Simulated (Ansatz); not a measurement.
**Equilibrium of SbH(CH3)2 + GeH(GeH3)Cl ⇌ SbH(CH2)(CH3) + GeH2(GeH3)Cl at process temperatures**

Species: SbH(CH3)2, singlet; GeH(GeH3)Cl, doublet; SbH(CH2)(CH3), doublet; GeH2(GeH3)Cl, singlet. A radical takes H: the energy is the difference in strength between the C–H bond broken and the Ge–H bond made.

The electronic reaction energy at CCSD(T)/def2-TZVPP is +92.8 kJ/mol. Shapes: PBE0-D4/def2-TZVP. Flexible molecules stand in one conformer, not always the lowest. Programs: Ansatz 0.2.0. Enthalpy and entropy come from rigid-rotor, harmonic-oscillator sums on unscaled PBE0-D4/def2-TZVP wavenumbers, ideal gases at 1 bar; R ln 2 is added for the mirror twin of the chiral shape of GeH(GeH3)Cl, SbH(CH2)(CH3). Symmetry numbers: SbH(CH3)2 1, GeH(GeH3)Cl 1, SbH(CH2)(CH3) 1, GeH2(GeH3)Cl 1. R = 8.3145 J/(mol K).

```
T (K)  ΔH (kJ/mol)  ΔS (J/(mol K))
  600        +82.4           +10.0
  800        +83.8           +12.0
 1000            ?               ?
```

Work out ln K at 600 and 800 K, and from these estimate it at 1000 K.


1. 600 K: ΔG = +82.4 − 600 × (+10.0)/1000 = +76.4 kJ/mol; ln K = −ΔG/RT = -15.31.
2. 800 K: ΔG = +83.8 − 800 × (+12.0)/1000 = +74.2 kJ/mol; ln K = −ΔG/RT = -11.16.
3. Slope against 1000/T: (-11.16 − (-15.31))/(1.2500 − 1.6667) = -9.96, that is −ΔH/R with ΔH near +83 kJ/mol.
4. 1000 K: ln K = -15.31 + (-9.96) × (1.0000 − 1.6667) = -8.67.

The full sums give ΔH = +84.9 kJ/mol, ΔS = +13.3 J/(mol K), ΔG = +71.6 kJ/mol and ln K = -8.61 at 1000 K, so the line is off by -0.06 in ln K; without rounding the miss is -0.04, from the change of ΔH with temperature. The reactants are favoured over this whole range. An error of 10 kJ/mol in the energy moves ln K by 1.2 at 1000 K. Soft modes are treated as harmonic, which can err either way at these temperatures; the lowest are those of SbH(CH3)2 (120 cm⁻¹), GeH(GeH3)Cl (73 cm⁻¹), SbH(CH2)(CH3) (103 cm⁻¹), GeH2(GeH3)Cl (78 cm⁻¹). Other conformers aren't counted. Open shells run unrestricted. For atoms past krypton def2 sets carry core potentials with scalar relativity. Relativity is left out for Ge. Outer-core shells of Ge, Sb are correlated, in sets that cover them unevenly.

Hydrogen transfer from carbon to germanium is uphill because the C–H bond is the stronger one: carbon's compact valence orbitals overlap better with hydrogen 1s than germanium's more diffuse 4s and 4p orbitals do. The enthalpy lies below the electronic energy of +92.8 kJ/mol mainly because a stiff C–H oscillator gives way to a softer Ge–H one, lowering the zero-point energy. The softer Ge–H stretching and bending modes also fill sooner on heating, which probably explains why ΔH and ΔS rise together.

With equal numbers of molecules on both sides, the entropy gain is small and ΔG falls only slowly. The marked rise in ln K therefore reflects mostly the weakening of a nearly constant enthalpy penalty relative to RT, not an entropy-driven reversal.

The result concerns attack at a methyl group only. The stibine also carries an Sb–H bond, normally much weaker than C–H, so abstraction there should be far more favourable, and this equilibrium doesn't show the germyl radical to be inert towards the stibine.
